Q: I have a cobalt silicide in mind, CoSi₃ in a cubic structure, and I need to know whether to treat it as a magnet. What was compared?

A: One crystal with fixed atoms, started with different arrangements of the magnetic moments and calculated with the PBE density functional. A propagation of 0_0_0 repeats the same moments in every cell. A half in it reverses them from one cell to the next along that direction. The energies are relative to the lowest state found, and the site moments are in Bohr magnetons, μB.

Collinear magnetic states of cubic CoSi3 (D0_3 type, a = 5.897 Å) at fixed atoms, calculated with Ansatz 0.2.0 (PBE, plane-wave PAW, scalar-relativistic). Cutoff 420 eV; k mesh 12×12×12, or 12×12×6 for the doubled cells; Gaussian smearing of 0.1 eV, with energies extrapolated to zero width. The ferromagnetic start had 2 μB on Co.

```
                    start  propagation    final order  energy above lowest (meV/atom)  largest site moment (μB)
            ferromagnetic        0_0_0  ferromagnetic                             0.0                      0.22
           parallel large        0_0_0  ferromagnetic                             0.0                      0.22
           parallel small        0_0_0  ferromagnetic                             0.0                      0.22
             non-magnetic        0_0_0   non-magnetic                             0.4                      0.00
antiferromagnetic doubled      0_0_1/2   non-magnetic                             0.4                      0.00
antiferromagnetic doubled    0_1/2_1/2   non-magnetic                             0.4                      0.00
```

Q: Which state wins?

A: The ferromagnet, by 0.4 meV per atom over the non-magnetic state. Its moment is only 0.22 μB and sits almost wholly in the 3d shell of cobalt. The three parallel starts, large and small, arrive at this same state. The non-magnetic state was calculated without spin polarisation, so its zero moment was imposed, and the energy difference tells what the crystal gains when the spins are allowed to differ. The large and small starts used other initial moments than the plain ferromagnetic one, and the non-magnetic run had none. The doubled cells used a mesh with half as many points, which samples the crystal equally finely.

Q: The antiferromagnetic starts also lie 0.4 meV per atom up. Is that the cost of turning neighbouring moments against each other?

A: No. Look at their final order: it is non-magnetic. The moments died during the calculation, and the energy is that of the non-magnetic state reached by another path. To obtain an exchange constant from the energy of reversing moments, one needs an antiferromagnetic state that still has them, and neither of these runs supplies it.

Q: Why would a cobalt atom keep its moment in one pattern and lose it in another? I picture each atom as a small bar magnet.

A: That picture suits materials in which each atom holds a moment of nearly fixed size and the arrangement changes only the energy. Here the size itself depends on the arrangement, which is typical of itinerant magnetism. The moment is a slight imbalance between two populations of mobile electrons, and it survives only if the electrons as a whole gain by it. How readily they respond depends on the pattern imposed, so a uniform polarisation can sustain itself while an alternating one fades. This would account for the two lost patterns, but the response was not calculated separately, and other patterns were not tried.

Q: What do the electrons gain by becoming unbalanced?

A: They gain exchange energy and pay band energy. Let M be the moment in μB, which equals the number of spin-up electrons less the number of spin-down electrons. To create it from a balanced metal, M/2 electrons must leave spin-down levels and enter spin-up levels that lie higher. If each spin has N levels per eV at the Fermi level, the average climb is M/(2N), so the price is M²/(4N). Exchange returns an energy I M²/4, where I measures its strength. For a small moment the balance is

E(M) − E(0) = (M²/4) (1/N − I)

A moment grows by itself when I N exceeds one. This is the Stoner criterion: many levels at the Fermi level make the climb short and magnetism cheap.

Q: Then why does the moment stop at such a small value?

A: Because the supply of nearby levels does not stay constant. As the two spin populations shift apart, the Fermi level can move out of the region where levels are dense, and each further electron costs more to transfer. The calculation carries a trace of this. With Gaussian smearing, its entropy term is proportional to the density of levels averaged around the Fermi level, and that term is 15 % smaller in the ferromagnet than in the non-magnetic state. The fall fits the Stoner account without proving it, since I was not determined and the levels were not resolved in energy.

Q: You mention smearing. Is that a temperature?

A: It is a numerical device. In a metal the occupation of levels jumps at the Fermi level, and smearing rounds the jump so that a finite mesh of electron waves can sum over it. The width here is 0.1 eV. Smearing lowers the free energy most where many levels lie near the Fermi level, and so it favours the non-magnetic state. The printed energies correct for this approximately by an extrapolation to zero width, which adds half the entropy term to the free energy. The extrapolation keeps the moment found at 0.1 eV; if the moment grows at a narrower width, the PBE gap at zero width is expected to be larger than the printed one.

Q: Does that correction matter for the answer?

A: It matters for the size of the gap, though not for its sign. Before the correction the ferromagnet is lower by 0.09 meV per atom, and after it by 0.38. About three quarters of the printed advantage is therefore the correction itself. The ferromagnet wins by both measures, but the calculation was not repeated with another width or a finer mesh, so neither the size of the advantage nor its survival with finer settings is settled.

Q: How much more smearing would have removed the magnetism altogether?

A: A simple energy expansion gives an idea. Let w be the smearing width and write the free energy per atom, relative to the non-magnetic state, as

F(M) = −½ (a − c w²) M² + ¼ b M⁴

The coefficient a is the net drive towards magnetism without smearing, c w² is what smearing takes away, and b makes large moments costly. At the lowest point of this curve the ferromagnet lies below the non-magnetic state by ¼ (a − c w²) M². The calculated free-energy difference then gives

(a − c w²) M² = 4 × 0.0925 = 0.37 meV

The entropy term follows from how F changes with w at fixed M, and the expansion makes it smaller in the ferromagnet by c w² M². The calculated values give

c w² M² = 3.893 − 3.316 = 0.577 meV

The moment vanishes at the width w₀ where c w₀² equals a. Adding the two results gives a M², and therefore

w₀ = 0.1 eV × √[(0.37 + 0.577) / 0.577] ≈ 0.13 eV

Q: So the calculation was done close to the edge?

A: That is what the estimate suggests: a width only moderately larger could have returned a non-magnetic crystal. In the other direction, a narrower width should let the moment grow, perhaps from 0.2 to about 0.3 μB per cell. Whether an alternating pattern would then keep a moment too was not tested. The expansion takes its coefficients from the same pair of states that it describes, so no independent result tests it. It also assumes that the effect of smearing grows as w², which fails if the density of levels has structure finer than the width. The output below gives this estimate beside a simpler and smaller one with the moment held fixed; both are built from the same two energy differences, so their closeness is no check on either.

Q: Suppose the numerical settings were perfect. Would you then trust the ferromagnet?

A: As a result of PBE, yes, provided it was still the lower state with those settings; as a forecast for a real sample, only weakly. In a real weak magnet the local magnetisation fluctuates in space and time, and these fluctuations reduce the average moment or destroy it. PBE leaves most of this out and often makes weak itinerant moments too large. A reduction of the exchange drive that brings I N below one would reverse the order. At the width used only a small one would be needed, but the expansion above makes the net drive without smearing about two and a half times as large, so the margin at converged settings is expected to be wider. How much the fluctuations take away in this crystal is not known from these runs.

Q: What would reverse it in practice?

A: Anything that brings I N below one. A change of composition or structure that moves the Fermi level to a region with fewer levels would do so, and so would bands broadened enough to thin out the levels there. Squeezing a crystal usually broadens its bands, but whether that would remove the moment here is open. The pressures of the two states imply that the free-energy gap narrows slightly when the volume grows a little, not when it shrinks; bands that simply narrowed with volume would be expected to widen the gap, and smearing to offset only part of that, so the cause of this sign is not known. The difference in pressure is very small, and no other volume was calculated. Heating works against the order through spin fluctuations, but the energy gap does not give the temperature at which the moment disappears. For a related metal, the first thing to examine is therefore the density of levels at the Fermi level: where it is high and falls off on both sides, a small moment of this kind is plausible.

Q: And what should I write in my process notes?

A: That PBE places this cubic CoSi₃ near the border between a non-magnetic metal and a weak ferromagnet, just on the magnetic side. I would not base a design on its having a moment, nor on its having none, until a measurement has settled the matter. A calculation with narrower smearing and a finer mesh would settle only what PBE predicts. The comparison also takes the crystal as given. CoSi₃ is not an equilibrium phase of bulk cobalt and silicon, and a lower magnetic energy does not show that the compound will form or last.

Numerical output:

```
energies above the ferromagnet and entropy term in meV per atom:
                        row  free energy  extrapolated to zero smearing  entropy term
              ferromagnetic            0                              0         3.315
             parallel large            0                              0         3.316
             parallel small            0                              0         3.316
               non-magnetic       0.0925                         0.3825         3.893
  antiferromagnetic doubled         0.09                         0.3825         3.893
  antiferromagnetic doubled         0.09                         0.3825         3.893
non-magnetic above ferromagnetic, free energy at 0.1 eV smearing (meV/atom): 0.0925
non-magnetic above ferromagnetic, extrapolated to zero smearing (meV/atom): 0.3825
half the difference of the entropy terms (meV/atom): 0.2884
share of the extrapolated gap that is smearing correction (percent): 75.82
fall of the entropy term, so of the averaged density of states, on polarisation (percent): 14.82
rough width at which the moment vanishes, Landau estimate (eV): 0.1281
rough width at which the gap closes, moment held fixed (eV): 0.1152
rough moment per cell at zero width, Landau estimate (muB): 0.3386
Co 3d electrons, up less down: 0.2146
Co 3d part of the Co spin population difference (percent): 100.8
pressure of the non-magnetic less that of the ferromagnetic state (GPa): 0.008908
narrowing of the free-energy gap for 1 percent more volume (meV/atom): 0.007125
```
